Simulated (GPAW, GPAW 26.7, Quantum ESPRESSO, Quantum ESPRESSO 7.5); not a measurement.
# Notebook: the work function of a clean Pt(100) surface with PBE and other functionals

*A beginner's notebook, kept as written. Several of its settings and conclusions are unsound; a review follows at the end.*

## Experiment

The work function is the energy needed to take an electron out of the metal through its surface. For the clean (100) face of platinum I use the values tabulated in "Properties of real metallic surfaces: Effects of density functional semilocality and van der Waals nonlocality" (2017, arXiv:1702.08515), which were collected there from earlier experiments. The main one is 5.75 ± 0.13 eV, and there is a second one of 5.9 eV. The method behind them is not given with the values. The same table has the change of the distance between the first two layers of atoms, 0.2 ± 2.6 %, from electron diffraction or ion scattering. I compare with 5.75 eV.

| compared with | measured | method |
| --- | --- | --- |
| work function of the clean Pt(100) face (eV) | 5.75 ± 0.13 | compiled from earlier experiments; the method is not given with the … * |
| work function of the clean Pt(100) face (eV) | 5.9 | compiled from earlier experiments; the method is not given with the … |
| change of the first interlayer spacing from the bulk spacing (%) | 0.2 ± 2.6 | low-energy electron diffraction or ion scattering; compiled in the … |

Where a quantity has several values, deviations refer to the one marked *.

Conditions are those given with the value in the passage it was taken from; "not stated" means there, and the paper may say more elsewhere. The values are a selection: others may have been left out beforehand as unlike or outlying.

## Plan

I want to get the work function of Pt(100) from a calculation. The model is a slab of 8 platinum layers with 16 Å of vacuum, built with a = 3.92 Å from a handbook. My target is to land within 0.13 eV of 5.75 eV, because that is the error bar of the experiment. I will start with PBE, since that is the functional I have seen used most, and get a number quickly. If it is off I will change settings or the functional until it fits.

System: clean Pt(100) surface; fcc Pt, a = 3.92 A (handbook value rounded to two decimals); symmetric slab of 8 layers, 16 A of vacuum.

## 1. A quick first run with low cutoffs

The cutoff says how many plane waves are used, and fewer of them make the run faster. I set the cutoffs to 0.35 of the usual ones and leave the atoms where the bulk crystal has them. I think of it like the resolution of a photograph: a coarse one should still show the right thing, so I expect a work function near 5.7 eV.

**Run 1.** Quantum ESPRESSO 7.5: PBE, GBRV ultrasoft pseudopotentials, bulk-cut slab, cutoffs at 0.35 of the usual ones.

Key lines of the input:
```
&control
  calculation = 'scf'
/
&system
  ibrav = 0
  nat = 8
  ntyp = 1
  ecutwfc = 14
  ecutrho = 70
  occupations = 'smearing'
  smearing = 'mv'
  degauss = 0.02
/
&electrons
  conv_thr = 1e-07
  mixing_beta = 0.4
  electron_maxstep = 60
  mixing_mode = 'local-TF'
/
ATOMIC_SPECIES
  Pt  195.0840  pt_pbe_v1.4.uspp.F.UPF
CELL_PARAMETERS angstrom
  2.77185858225127 0.00000000000000 0.00000000000000
  0.00000000000000 2.77185858225127 0.00000000000000
  0.00000000000000 0.00000000000000 29.72000000000000
ATOMIC_POSITIONS crystal
  Pt  0.000000000000 0.000000000000 0.269179004000
  Pt  0.500000000000 0.500000000000 0.335127860000
  ... 2 more lines ...
  Pt  0.000000000000 0.000000000000 0.532974428000
  Pt  0.500000000000 0.500000000000 0.598923284000
  Pt  0.000000000000 0.000000000000 0.664872140000
  Pt  0.500000000000 0.500000000000 0.730820996000
K_POINTS automatic
  12 12 1 0 0 0
```

Command:
```
OMP_NUM_THREADS=1 mpirun -n 2 pw.x -nk 2 -in calc.in > calc.out
```

Selected lines of the output and, marked #, of the analysis:
```
total energy              =   -1657.51928131 Ry
     total energy              =   -1657.51928354 Ry
     total energy              =   -1657.51928295 Ry
     the Fermi energy is     8.6242 ev
!    total energy              =   -1657.51928237 Ry
# read off the planar mean of calc.pot.dat: phi_plus = 7.8289 eV
# read off the planar mean of calc.pot.dat: phi_minus = 7.8680 eV
```

Converged; 83 s on 2 cores of Arm Neoverse N1, shared host. Warnings: large negative density.

| quantity | run 1 | measured | deviation |
| --- | --- | --- | --- |
| work function of the clean Pt(100) face (eV) | 7.829 | 5.75 ± 0.13 | +2.079 |
| lattice constant a used for the slab (Å) | 3.920 |  |  |

The work function comes out at 7.829 eV, which is 2.079 eV above the measured 5.75 eV. The total energy hardly changes any more in the last steps and the run converged, so I take the cutoffs to be fine. The two sides of the slab give 7.8289 and 7.8680 eV, almost the same, which also looks good to me. So PBE must hold the electrons in platinum much too tightly.

## 2. More smearing to loosen the electrons

There is a setting called degauss that smears out the electrons around the Fermi energy. It was 0.02 Ry, and I will make it ten times larger. If the electrons are spread to higher energies they should be easier to take out, so I expect the work function to drop by about 2 eV. I leave the atoms where they are and go back to the usual cutoffs, since this run was quick anyway.

**Run 2.** Quantum ESPRESSO 7.5: PBE, GBRV ultrasoft pseudopotentials, bulk-cut slab, degauss 0.2 Ry.

Key lines of the input, as changed from run 1:
```diff
  &system
-   ecutwfc = 14
-   ecutrho = 70
+   ecutwfc = 40
+   ecutrho = 200
-   smearing = 'mv'
-   degauss = 0.02
+   smearing = 'gauss'
+   degauss = 0.2
```

Selected lines of the output and, marked #, of the analysis:
```
total energy              =   -1686.45502135 Ry
     total energy              =   -1686.45502330 Ry
     total energy              =   -1686.45502342 Ry
     the Fermi energy is     9.7408 ev
!    total energy              =   -1686.45502353 Ry
# read off the planar mean of calc.pot.dat: phi_plus = 5.4906 eV
# read off the planar mean of calc.pot.dat: phi_minus = 5.4938 eV
```

Converged; took 6.5 min. Warnings: large negative density.

| quantity | run 2 | measured | deviation |
| --- | --- | --- | --- |
| work function of the clean Pt(100) face (eV) | 5.491 | 5.75 ± 0.13 | −0.259 |
| lattice constant a used for the slab (Å) | 3.920 |  |  |

The larger smearing worked. The work function fell from 7.829 to 5.491 eV, a drop of 2.338 eV, close to the 2 eV I was hoping for. The total energy also went down, from about −1657.5 to −1686.5 Ry, so I think the electrons are more comfortable when they are spread out. Now the value is 0.259 eV too low, which is outside my 0.13 eV. I must have smeared a little too much.

## 3. Another program with atomic orbitals

I could look for a smearing in between, but first I want to see what another program says. GPAW can use atomic orbitals in place of plane waves, and the smallest set is called szp. Platinum is made of atoms, so atomic orbitals should suit it, and with few of them there is less that can go wrong. I keep PBE and the 8 layers and use a 6×6 mesh. I expect something between my two numbers, nearer to 5.75 eV.

**Run 3.** GPAW 26.7: PBE, atomic-orbital basis szp, bulk-cut slab of 8 layers at the handbook lattice constant, 6x6 mesh.

Key lines of the input:
```
slab.calc = GPAW(mode='lcao', basis='szp(dzp)', h=0.2, xc='PBE', kpts={'size': (6, 6, 1), 'gamma': True},
                 occupations={'name': 'fermi-dirac', 'width': 0.1}, nbands='220%',
                 convergence={'density': 0.0001}, maxiter=150,
                 symmetry={'tolerance': 1e-3}, txt='slab.txt')
below, above = np.interp([low - 6.5, high + 6.5], z, v)
```

Command:
```
OMP_NUM_THREADS=1 OPENBLAS_NUM_THREADS=1 python run.py
```

Selected lines of the output:
```
ValueError: Too many bands for LCAO calculation: 220%%d bands and only 120 atomic orbitals!
```

Input refused; 1.4 s on 1 core of Arm Neoverse N1, shared host. Warnings: ValueError: Too many bands for LCAO calculation: 220%%d bands and only 120 atomic orbitals!.

GPAW stopped at once and gave no work function. The message says there are too many bands and only 120 atomic orbitals. I take this to mean that platinum has too many electrons for atomic orbitals, so this kind of calculation is not for heavy metals. I am leaving GPAW and going back to Quantum ESPRESSO.

## 4. LDA on a thinner slab

PBE has given me one value far too high and one too low, so I don't trust it much any more. LDA is the simpler functional, and I will try that. The electron leaves through the top layer, so the layers deep inside should not matter, and I cut the slab from 8 layers to 4. I also take a 6×6 mesh and cutoffs at 0.7 of the usual ones, which is twice what I had in my first run. I put the smearing back to 0.02 Ry, because a new functional may not need the extra. I expect to come out close to 5.75 eV.

**Run 4.** Quantum ESPRESSO 7.5: LDA, GBRV ultrasoft pseudopotentials, bulk-cut slab of 4 layers, 6x6 mesh, cutoffs at 0.7 of the usual ones.

Selected lines of the output and, marked #, of the analysis:
```
total energy              =    -843.00790663 Ry
     total energy              =    -843.00790742 Ry
     total energy              =    -843.00790670 Ry
     the Fermi energy is     4.0520 ev
!    total energy              =    -843.00790688 Ry
# read off the planar mean of calc.pot.dat: phi_plus = 6.0462 eV
# read off the planar mean of calc.pot.dat: phi_minus = 6.0463 eV
```

Converged; 29 s on 2 cores of Arm Neoverse N1, shared host. Warnings: large negative density.

| quantity | run 4 | measured | deviation |
| --- | --- | --- | --- |
| work function of the clean Pt(100) face (eV) | 6.046 | 5.75 ± 0.13 | +0.296 |
| lattice constant a used for the slab (Å) | 3.920 |  |  |

LDA gives 6.046 eV, which is 0.296 eV too high and outside my 0.13 eV. The two sides agree to 0.0001 eV, so the thin slab is clearly good enough. The total energy is only about −843.0 Ry, while PBE with the large smearing had −1686.5 Ry. Lower is better for an energy, so PBE describes platinum about twice as well, and I should not have left it.

## 5. Back to PBE, reading the Fermi energy

I go back to PBE with 8 layers, the usual cutoffs and the smearing of 0.02 Ry. This time I also want to read the work function directly from the Fermi energy. An electron outside the metal has energy zero, so the work function should be minus the Fermi energy, and I would not need the potential in the vacuum at all. The Fermi energies so far were all positive, which I put down to the odd settings I used. With the usual ones I expect about −5.7 eV, and so a work function close to the measured one.

**Run 5.** Quantum ESPRESSO 7.5: PBE, GBRV ultrasoft pseudopotentials, bulk-cut slab at the handbook lattice constant; 8 layers, 16 A vacuum, 12x12 mesh, cold smearing 0.02 Ry.

Key lines of the input, as changed from run 1:
```diff
  &system
-   ecutwfc = 14
-   ecutrho = 70
+   ecutwfc = 40
+   ecutrho = 200
  &electrons
-   electron_maxstep = 60
+   electron_maxstep = 120
```

Selected lines of the output and, marked #, of the analysis:
```
!    total energy              =   -1685.42486828 Ry
# read off the planar mean of calc.pot.dat: phi_plus = 5.7023 eV
# read off the planar mean of calc.pot.dat: phi_minus = 5.7024 eV
```

Converged; took 6.7 min. Warnings: large negative density.

**Run 6.** Quantum ESPRESSO 7.5: PBE, GBRV ultrasoft pseudopotentials, the unrelaxed PBE run, the work function read as minus the printed Fermi energy.

Key lines of the input, as changed from run 1:
```diff
  &system
-   ecutwfc = 14
-   ecutrho = 70
+   ecutwfc = 40
+   ecutrho = 200
  &electrons
-   electron_maxstep = 60
+   electron_maxstep = 120
```

Selected lines of the output:
```
     the Fermi energy is     9.2100 ev
```

Converged; 2 cores of Arm Neoverse N1, shared host. Warnings: large negative density.

| quantity | run 5 | run 6 | measured |
| --- | --- | --- | --- |
| work function of the clean Pt(100) face (eV) | 5.702 | −9.21 | 5.75 ± 0.13 |
| lattice constant a used for the slab (Å) | 3.920 | – |  |

The same PBE calculation gives me two work functions. From the potential in the vacuum I get 5.702 eV, which is 0.048 eV below the measured 5.75 eV and inside my 0.13 eV. From the Fermi energy of 9.2100 eV I get −9.21 eV, which would mean that the electrons leave platinum by themselves. The Fermi energy is printed by the program directly, while the other number has to be read off a curve, so I trust the Fermi energy more. I conclude that PBE does not bind the electrons to the metal at all, and that the 5.702 eV is a coincidence.

## 6. A van der Waals functional to hold the electrons

If PBE lets the electrons go, some attraction must be missing. Van der Waals forces are attractive, and the paper with the measured values has them in its title, so I will try vdW-DF-cx. It needs the slab relaxed with PBE first. I don't mind using PBE for that, since it only moves the atoms and not the electrons. With the extra attraction I expect a work function clearly above 5.702 eV, perhaps near the other measured value of 5.9 eV.

**Run 7.** Quantum ESPRESSO 7.5: PBE, GBRV ultrasoft pseudopotentials, relaxed with the middle layers fixed at the handbook lattice constant; 8 layers, 16 A vacuum, 12x12 mesh, cold smearing 0.02 Ry.

Key lines of the input, as changed from run 1:
```diff
  &control
-   calculation = 'scf'
+   nstep = 40
+   forc_conv_thr = 0.001
+   calculation = 'relax'
  &system
-   ecutwfc = 14
-   ecutrho = 70
+   ecutwfc = 40
+   ecutrho = 200
  &electrons
-   electron_maxstep = 60
+   electron_maxstep = 120
+ /
+ &ions
  ATOMIC_POSITIONS crystal
-   Pt  0.000000000000 0.000000000000 0.532974428000
+   Pt  0.000000000000 0.000000000000 0.532974428000 0 0 0
```

Selected lines of the output and, marked #, of the analysis:
```
# read off the planar mean of calc.pot.dat: phi_plus = 5.7130 eV
```

Converged; took 66 min. Warnings: WARNING: bfgs curvature condition failed, Theta= 0.896; large negative density.

**Run 8.** Quantum ESPRESSO 7.5: vdW-DF-cx, GBRV ultrasoft pseudopotentials, single point on the PBE-relaxed geometry (files made for PBE).

Selected lines of the output and, marked #, of the analysis:
```
     the Fermi energy is     8.9993 ev
# read off the planar mean of calc.pot.dat: phi_plus = 5.9030 eV
```

Converged; took 9 min. Warnings: large negative density.

| quantity | run 7 | run 8 | measured |
| --- | --- | --- | --- |
| work function of the clean Pt(100) face (eV) | 5.713 | 5.903 | 5.75 ± 0.13 |
| change of the first interlayer spacing from the bulk spacing (%) | 0.46 | – | 0.2 ± 2.6 |
| change of the second interlayer spacing from the bulk spacing (%) | 2.435 | – |  |
| lattice constant a used for the slab (Å) | 3.920 | 3.920 |  |

With vdW-DF-cx the work function is 5.903 eV, up from 5.713 eV for PBE on the same relaxed slab. So the van der Waals attraction does hold the electrons back, as I thought. It is 0.153 eV above 5.75 eV and so just outside my 0.13 eV, but it is only 0.003 eV from the other measured value of 5.9 eV. Such a close match can't be chance, so I take 5.9 eV to be the correct measurement and 5.903 eV as my result.

The Fermi energy is still positive, but it has come down from 9.2100 eV in the unrelaxed PBE run to 8.9993 eV. I think a stronger van der Waals functional would bring it below zero in the end. The relaxation moved the first layer spacing by 0.46 %, which fits the measured 0.2 ± 2.6 %. The second spacing changed by 2.435 %, but that one is deeper inside and the electrons don't leave from there.

## Summary of runs

| run | settings | work function of the clean Pt(100) face (eV) | deviation | change of the first interlayer spacing from the bulk spacing (%) | deviation | cost | status |
| --- | --- | --- | --- | --- | --- | --- | --- |
| 1 | Quantum ESPRESSO: PBE, GBRV ultrasoft pseudopotentials, bulk-cut slab, cutoffs at 0.35 of the usual ones | 7.829 | +2.079 | – |  | 2.8 core-min |  |
| 2 | Quantum ESPRESSO: PBE, GBRV ultrasoft pseudopotentials, bulk-cut slab, degauss 0.2 Ry | 5.491 | −0.259 | – |  | 13 core-min |  |
| 3 | GPAW: PBE, atomic-orbital basis szp, bulk-cut slab of 8 layers at the handbook lattice constant, 6x6 mesh | – |  | – |  | under 1 core-min | input refused |
| 4 | Quantum ESPRESSO: LDA, GBRV ultrasoft pseudopotentials, bulk-cut slab of 4 layers, 6x6 mesh, cutoffs at 0.7 of the usual ones | 6.046 | +0.296 | – |  | under 1 core-min |  |
| 5 | Quantum ESPRESSO: PBE, GBRV ultrasoft pseudopotentials, bulk-cut slab at the handbook lattice constant, 8 layers, 16 A vacuum, 12x12 mesh, cold smearing 0.02 Ry | 5.702 | −0.048 | – |  | 13 core-min |  |
| 6 | Quantum ESPRESSO: PBE, GBRV ultrasoft pseudopotentials, the unrelaxed PBE run, the work function read as minus the printed Fermi energy | −9.21 | −14.96 | – |  | – |  |
| 7 | Quantum ESPRESSO: PBE, GBRV ultrasoft pseudopotentials, 8 layers, 16 A vacuum, 12x12 mesh, cold smearing 0.02 Ry | 5.713 | −0.037 | 0.46 | +0.26 | 2.2 core-h |  |
| 8 | Quantum ESPRESSO: vdW-DF-cx, GBRV ultrasoft pseudopotentials, single point on the PBE-relaxed geometry (files made for PBE) | 5.903 | +0.153 | – |  | 18 core-min |  |
|  | measured | 5.75 ± 0.13 |  | 0.2 ± 2.6 |  |  |  |

## Where I got to

My result for the work function of Pt(100) is 5.903 eV, from vdW-DF-cx on the slab relaxed with PBE. At the start I wanted to be within 0.13 eV of 5.75 eV, and this is 0.153 eV away, but I now compare with the other measured value of 5.9 eV, and there it fits.

PBE gave 5.702 eV on the unrelaxed slab and 5.713 eV on the relaxed one. Both are close to 5.75 eV, but I don't use them, because the Fermi energy of PBE came out positive and so the electrons would not stay in the metal. LDA with 4 layers gave 6.046 eV, which is too high. GPAW can't do platinum with atomic orbitals.

What I take from this is that platinum needs van der Waals forces to keep its electrons, and that a larger smearing is the way to bring a work function down when it is too high. I still don't know why the Fermi energy stays positive with vdW-DF-cx as well. I am leaving that open and writing down 5.903 eV.

## Reviewer's comments

Further runs made for the review:

| reviewer's run | settings | work function of the clean Pt(100) face (eV) | deviation | change of the first interlayer spacing from the bulk spacing (%) | deviation | cost | status |
| --- | --- | --- | --- | --- | --- | --- | --- |
| R1 | GPAW: PBE, atomic-orbital basis dzp, bulk-cut slab of 8 layers at the handbook lattice constant, 6x6 mesh | 5.662 | −0.088 | – |  | 19 core-min |  |
| R2 | Quantum ESPRESSO: LDA, GBRV ultrasoft pseudopotentials, single point on the PBE-relaxed geometry | 6.101 | +0.351 | – |  | 14 core-min | warnings: large negative density |
| R3 | Quantum ESPRESSO: PBE, GBRV ultrasoft pseudopotentials, bulk-cut slab, with 20x20 mesh (base case: bulk-cut slab at the handbook lattice constant; 8 layers, 16 A vacuum, 12x12 mesh, cold smearing 0.02 Ry) | 5.691 | −0.059 | – |  | 28 core-min | warnings: large negative density |
| R4 | Quantum ESPRESSO: PBE, GBRV ultrasoft pseudopotentials, bulk cell relaxed first, 8 layers, 16 A vacuum, 12x12 mesh, cold smearing 0.02 Ry | 5.690 | −0.060 | −2.50 | −2.70 | 2.2 core-h | warnings: large negative density |
|  | measured | 5.75 ± 0.13 |  | 0.2 ± 2.6 |  |  |  |

The plan to change settings until the result fits is unsound: settings must be converged first, whatever value follows. The 0.13 eV target is the experiment's error bar, not a measure of the calculation's accuracy.

Run 1 fails because its cutoffs are far too low. A converged energy shows only that the cycle settled. The warning sign was that the two faces of a symmetric slab, at 7.8289 and 7.8680 eV, differ by about 0.04 eV where they should agree. The usual cutoffs cost 13 core-minutes and give 5.702 eV (run 5), so PBE doesn't overbind.

Run 2 also restored the cutoffs and changed the smearing type. The cutoffs account for 2.127 eV of the drop, and the changed smearing for only about 0.2 eV, which takes the value away from the measurement. A width of 0.2 Ry is about 2.7 eV, an unphysical setting and no tool for tuning work functions. The lower total energy is no sign of comfort either: most of it comes from the restored cutoffs, as the total energy of run 5 shows.

Run 3 stopped because the input requested more bands than its small basis holds. A small basis is not a safe one: szp is not even the smallest set (sz, without polarisation functions, is smaller), and few orbitals describe the density's tail into the vacuum poorly, which a work function depends on. Fewer bands or a larger basis were needed, not a lighter metal: GPAW with the larger dzp basis gives 5.662 eV (R1) in 19 core-minutes.

Run 4 changed functional, thickness, mesh and cutoffs together. Its faces agree by symmetry, which says nothing about thickness; the inner layers do matter, since they set the Fermi level, and a thin slab can shift it. Total energies of four and eight atoms, with different functionals, can't rank LDA against PBE. LDA with eight layers and the full settings, on the PBE-relaxed geometry, gives 6.101 eV (R2) for 14 core-minutes, so LDA does stay high.

Run 5 is sound, and a 20×20 mesh moves it only to 5.691 eV (R3); its convergence with slab thickness, vacuum and still higher cutoffs is not shown in this report. Run 6 misreads the same calculation: the printed Fermi energy counts from the cell's mean potential, not from the vacuum. Its positive sign is no fault of PBE or of odd settings, and no van der Waals functional need bring it below zero. The vacuum potential was the right reference.

Run 7 holds PBE to a lattice constant smaller than its own. The 2.435 % second-layer expansion was a warning of stress, and the first spacing's close match is chance. Relaxing the bulk first, at the same 2.2 core-hours, gives −2.50 % and 5.690 eV (R4). The negative-density warning also appears in the sound runs, and the optimiser's warning didn't prevent convergence.

Run 8 doesn't show van der Waals attraction holding electrons back: LDA, which has none, gives a still higher value on the same geometry (R2). The functionals differ in exchange too, and the pseudopotential files were made for PBE, an effect whose size is not shown in this report. Prior PBE relaxation was a choice, not a requirement, and moving atoms does alter the electrons. Switching to the 5.9 eV measurement because it matches is selection after the fact; the 0.003 eV agreement proves neither value.

PBE with its own lattice constant lies 0.060 eV below the main measurement (R4), which is good agreement, but doesn't prove PBE best. Measured work functions scatter by 0.1 to 0.2 eV, and clean Pt(100) reconstructs into a quasi-hexagonal top layer that this slab lacks. Which surface the measured values represent is not stated with them. R4's first spacing lies about one error bar from the measured one, which is no real conflict.

[Logs are printed without paths, hosts, clocks, repeated set-up lines and the standing remarks that a program may print on its own settings, such as how far it seeks lower states.]

[The runs shown are a pick from a larger set of finished runs; failed, doubtful and other runs were left out of it ahead of writing. So were measured values far from every level or from commonly accepted values, and agreement can look better than it is. Lines of input and output are excerpts and may be shortened.]
